### Question

In cubic boron arsenide the highest filled level lies at the zone centre, while the lowest empty level lies at another wave vector. The gap is the smallest energy between any filled and any empty level; the direct gap joins a filled and an empty level at the same wave vector. Five LDA runs treat the same crystal at the same geometry.

Kohn-Sham DFT with the LDA functional for cubic BAs (space group F-43m) at one fixed geometry, without spin polarisation or spin-orbit coupling. All runs use a 10×10×10 k mesh and Fermi-Dirac smearing of 0.05 eV, and both gaps are taken on this mesh. The basis column gives the plane-wave cutoff.

| program | potentials | basis | gap (eV) | direct gap (eV) |
| --- | --- | --- | --- | --- |
| Ansatz | Ansatz PAW | 420 eV | 1.129 | 3.253 |
| GPAW | GPAW PAW data sets (gpaw data 1.2.1) | 800 eV | 1.131 | 3.271 |
| Ansatz | PseudoDojo LDA | 1088 eV | 1.140 | 3.265 |
| Quantum ESPRESSO | PseudoDojo 0.4.1 SR LDA standard | 1088 eV | 1.140 | 3.265 |
| DFTK | cp2k.nc.sr.lda.v0_1.semicore.gth | 762 eV | 1.156 | 3.294 |

The potentials differ in one respect that their names hide. The two Ansatz runs and Quantum ESPRESSO treat 18 electrons per cell, among them the ten 3d electrons of arsenic. GPAW and DFTK treat 8 and leave the 3d shell in a frozen core. The word "semicore" in the name of DFTK's potentials is misleading here, since its arsenic has no 3d electrons in the valence.

(a) Is it the program or the potential that spreads the gaps?

(b) GPAW lies below the two PseudoDojo rows in the gap but above them in the direct gap. How can one change of potentials lower the first and raise the second?

(c) How much of the pattern goes with the treatment of the 3d shell, and what is left?

### Model answer

**(a)** Two rows settle this for their own pair of programs. Ansatz and Quantum ESPRESSO, run with PseudoDojo potentials at the same cutoff, give the same gap and the same direct gap to the last printed digit. When Ansatz changes to its own PAW potentials, with their own cutoff, its gap falls by 11 meV. A change inside one program thus matters more than a change of program. It is reasonable to read the GPAW and DFTK rows in the same way, as the mark of their potentials and cutoffs, although neither program was run with PseudoDojo potentials here.

**(b)** A pseudopotential or PAW data set stands in for the inner part of the atom. Two recipes can look very different there and still act almost alike on the outer electrons, because each is built to reproduce the same free atom. What remains of the difference can be pictured as a weak effective potential $\delta V$ that acts mainly close to the nuclei. To first order, each level $i$ with wave function $\psi_i$ then moves by

$$\delta E_i = \langle \psi_i | \delta V | \psi_i \rangle .$$

A level moves far if its electron is often found where $\delta V$ is strong, and little if it is not. A gap moves by the difference between the shifts of its two end levels, so each gap can have a shift of its own.

Three levels are involved: the valence top $E_v$, the conduction minimum $E_c$, and the lowest empty level at the zone centre, $E_\Gamma$. The gap is $E_c - E_v$ and the direct gap is $E_\Gamma - E_v$. Here $E_c$ is the lowest empty level on the k mesh; the true minimum may lie slightly lower between mesh points, by a similar amount in all runs. The zone-centre levels of GPAW, Quantum ESPRESSO and DFTK confirm that the direct gap lies there, and the Ansatz runs are close enough to be read alike.

Limiting cases show what to look for. If $\delta V$ were a constant, all levels would move together and neither gap would change. If it moved only the valence top, both gaps would change by the same amount. If it moved only the conduction minimum, the gap would change and the direct gap would stay. The valence top therefore drops out of the distance between the two empty levels,

$$D = E_\Gamma - E_c = \text{direct gap} - \text{gap},$$

and, as long as the cutoffs are high enough, any change in $D$ means that $\delta V$ acts differently on these two levels.

The hydrogen atom is a simpler system with the same logic. Let the potential change slightly in a small region around the nucleus. The 1s level moves most, the 2s level less, and the 2p level hardly at all, because its wave function vanishes at the nucleus. The distances from 1s to 2s and from 1s to 2p both carry the large 1s shift, but the distance from 2s to 2p is free of it. In the crystal, the valence top and the lowest empty level at the zone centre are both threefold. In tetrahedral surroundings such levels can hold p and d character but no s character, while the conduction minimum, at a wave vector of lower symmetry, can hold s character too. A $\delta V$ felt only by s electrons would therefore shift the gap and leave the direct gap alone. The sizes and signs of the shifts, however, cannot be carried over from hydrogen.

GPAW can now be understood. Against Quantum ESPRESSO its gap is 9 meV smaller, but its two empty levels lie 15 meV further apart. The direct gap contains both changes, and $-9 + 15 = +6$ meV. The potential does not contradict itself; it moves three levels by three different amounts.

**(c)** The distance $D$ sorts the rows in a way that the gap does not. It is 2.124 to 2.125 eV in the three rows that treat the 3d electrons explicitly, and 2.138 to 2.140 eV in the two rows that freeze them. The groups lie 13 meV apart, and neither is wider than 3 meV.

This gives a simple model: the direct gap of a run is its own gap plus the distance $D$ of another run that treats the 3d shell in the same way. For DFTK the distance comes from GPAW, where $D = 3.271 - 1.131 = 2.140$ eV. The estimate is $1.156 + 2.140 = 3.296$ eV, which is 2 meV above the computed direct gap of DFTK. That direct gap did not enter the estimate, though the grouping itself was noticed in these same five rows.

With the distance from Quantum ESPRESSO, which treats the 3d shell explicitly, the estimate for DFTK would be 13 meV too low. The analysis printed below applies the model to every row, beside two simpler ones: a single distance for all runs, and a common stretching of both gaps. Both do clearly worse for GPAW and DFTK.

A physical reason is at hand. An explicit 3d shell can adjust to the crystal and mix with the arsenic p states, which the tetrahedral surroundings allow even at the zone centre. A frozen shell keeps its atomic form and acts only through the potential. The two empty levels have different shapes around arsenic and should feel this difference unequally. That the 3d shell really causes the 13 meV is plausible but untested, and the argument does not predict which group has the larger distance.

What remains is a shift that both gaps share. From GPAW to DFTK the gap rises by 25 meV and the direct gap by 23 meV, almost as in the limiting case where only the valence top moves. From PseudoDojo to Ansatz PAW both gaps fall, by 11 and 12 meV. This shared shift does not follow the 3d treatment, and it puts DFTK at the top of both columns. Whether it comes from DFTK's potentials or from a cutoff too low for them is open; a run at a higher cutoff would decide.

### Remarks on the reasoning

**Agreement in one number can mislead.** GPAW and Ansatz PAW differ by only 2 meV in the gap, which looks like proof of nearly equivalent potentials. In the direct gap they differ by 18 meV. A student who compares only the gaps would conclude that the 3d treatment is irrelevant. The second gap shows that the two potentials place the empty levels differently.

**The evidence for the 3d shell is suggestive, not conclusive.** The two PseudoDojo rows count as one case, which leaves four independent sets of potentials. Four values in random order would split cleanly into the two given pairs in one case out of three. The narrowness of the groups makes chance less plausible. The cutoffs of the frozen-core runs lie between the lowest and the highest cutoff of the other group, so the split does not simply follow the cutoff. But different kinds of potential need different cutoffs, so unequal convergence is not ruled out. A decisive test would change only the 3d treatment, within one family of potentials and with converged cutoffs.

**Agreement between programs is not agreement with nature.** The five gaps span 27 meV. Spin-orbit coupling, left out here, would raise the valence top by roughly 0.07 eV, if its splitting is taken as about 0.2 eV. The measured gap is roughly 1.8 to 1.9 eV, so LDA falls short by 0.7 to 0.8 eV. Both figures are rough recalled values, but either effect exceeds the whole spread between the runs.

**What follows for practice.** An engineer who needs the size of this gap should worry first about the functional, then about spin-orbit coupling, and only then about which of these five set-ups to use. The order changes when small differences are wanted, such as the change of a gap under slight strain. A switch of potentials halfway through such a series could add a false step of up to 27 meV in the gap, judging by these rows, so potentials and cutoff should stay fixed throughout. For one more run of this crystal, the reasoning gives a first guess: with PseudoDojo potentials at the same cutoff it should repeat both gaps of those rows, while a new potential should be judged by both gaps and by the distance between them.

The analysis program printed:

```
Shifts against Quantum ESPRESSO and distance between the two empty levels:
               row  valence electrons  gap shift in meV  direct gap shift in meV  distance in eV
            Ansatz                 18               -11                      -12           2.124
              GPAW                  8                -9                        6            2.14
            Ansatz                 18                 0                        0           2.125
  Quantum ESPRESSO                 18                 0                        0           2.125
              DFTK                  8                16                       29           2.138
Spread of the gap over all rows in meV: 27
Spread of the direct gap over all rows in meV: 41
Spread of the distance with 3d in the valence in meV: 1
Spread of the distance with 3d in the core in meV: 2
Smallest distance with 3d in the core less largest with 3d in the valence in meV: 13
Predicted less computed direct gap in meV (GPAW and Quantum ESPRESSO lend the distances):
               row  distance by 3d treatment  one distance for all  common stretching
            Ansatz                         1                     1              -19.5
              GPAW                         0                   -15             -31.78
            Ansatz                         0                     0                  0
  Quantum ESPRESSO                         0                     0                  0
              DFTK                         2                   -13              16.82
Rough rise of the valence top by spin-orbit coupling in eV: 0.06667
Rough shortfall of the LDA gap against experiment in eV: 0.76
```
